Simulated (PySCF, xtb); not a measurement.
**Relative energy of two isomers of CH2BN**

Structure X is `BC#N`, a singlet and structure Y is `B[N+]#[C-]`, a singlet. Both are isolated molecules in the gas phase, relaxed with B3LYP-D4/def2-SVP.

Task: Estimate E(Y) − E(X) at the level CCSD(T)/def2-TZVPP.

Result: Calculated at CCSD(T)/def2-TZVPP: E(Y) − E(X) = +2.8 kcal/mol, so structure X lies lower.

How the difference moves with the method:

| level | geometry | E(Y) − E(X) (kcal/mol) | departure from the last row (kcal/mol) | job, with rough time for the two |
| --- | --- | --- | --- | --- |
| GFN2-xTB | GFN2-xTB | +3.2 | +0.4 | optimisation, 1.7 s |
| HF/STO-3G | GFN2-xTB | +1.3 | −1.5 | single point, 6.8 s |
| r2SCAN-D4/def2-SVP | GFN2-xTB | +1.3 | −1.5 | single point, 22 s |
| B3LYP-D4/def2-SVP | B3LYP-D4/def2-SVP | −0.2 | −3.0 | optimisation, 4.9 min |
| HF/def2-TZVPP | B3LYP-D4/def2-SVP | −4.2 | −7.0 | part of the CCSD(T) run |
| MP2/def2-TZVPP | B3LYP-D4/def2-SVP | +5.6 | +2.8 | part of the CCSD(T) run |
| CCSD(T)/def2-TZVPP | B3LYP-D4/def2-SVP | +2.8 |  | single point, 2.5 min |

As drawn, Y has 1 B–N in place of 1 C–B.

HF/def2-TZVPP puts the two in the other order. B3LYP-D4/def2-SVP finds them nearly level. The largest departure from CCSD(T)/def2-TZVPP is that of HF/def2-TZVPP, 7.0 kcal/mol.

With harmonic frequencies from B3LYP-D4/def2-SVP (ideal gas, rigid rotor, one conformer each, 298.15 K, 1 atm): the zero-point term adds 0.0 kcal/mol; ΔH is +2.9 and ΔG +2.8 kcal/mol.

The correlated steps freeze 3 core orbitals. Run with PySCF 2.14.0, xtb 6.7.1; the last row on 2 threads of Intel(R) Xeon(R) Processor @ 2.50GHz (Skylake/Cascade Lake) on a shared host.

The cyanide H2B–CN lies only modestly below the isocyanide H2B–NC, by 2.8 kcal/mol, whereas hydrogen and alkyl groups favour the carbon-bound form much more strongly. The likely reason is boron's low electronegativity and its empty p orbital: a strong, polar B–N bond, with some π donation from the CN unit, offsets much of the usual preference for a nitrile over an isonitrile.

Electron correlation decides the order. Hartree–Fock in the larger basis favours the isocyanide, MP2 overshoots in the opposite direction, and CCSD(T) falls between them, which suggests that correlation stabilises the nitrile bonding arrangement more. The correct sign from HF/STO-3G therefore probably reflects cancellation between the minimal basis and the missing correlation. Vibrational and thermal terms barely alter the gap, so the preference is essentially electronic. The energy difference says nothing about the barrier to isomerisation, and so nothing about whether the isocyanide could persist once formed.
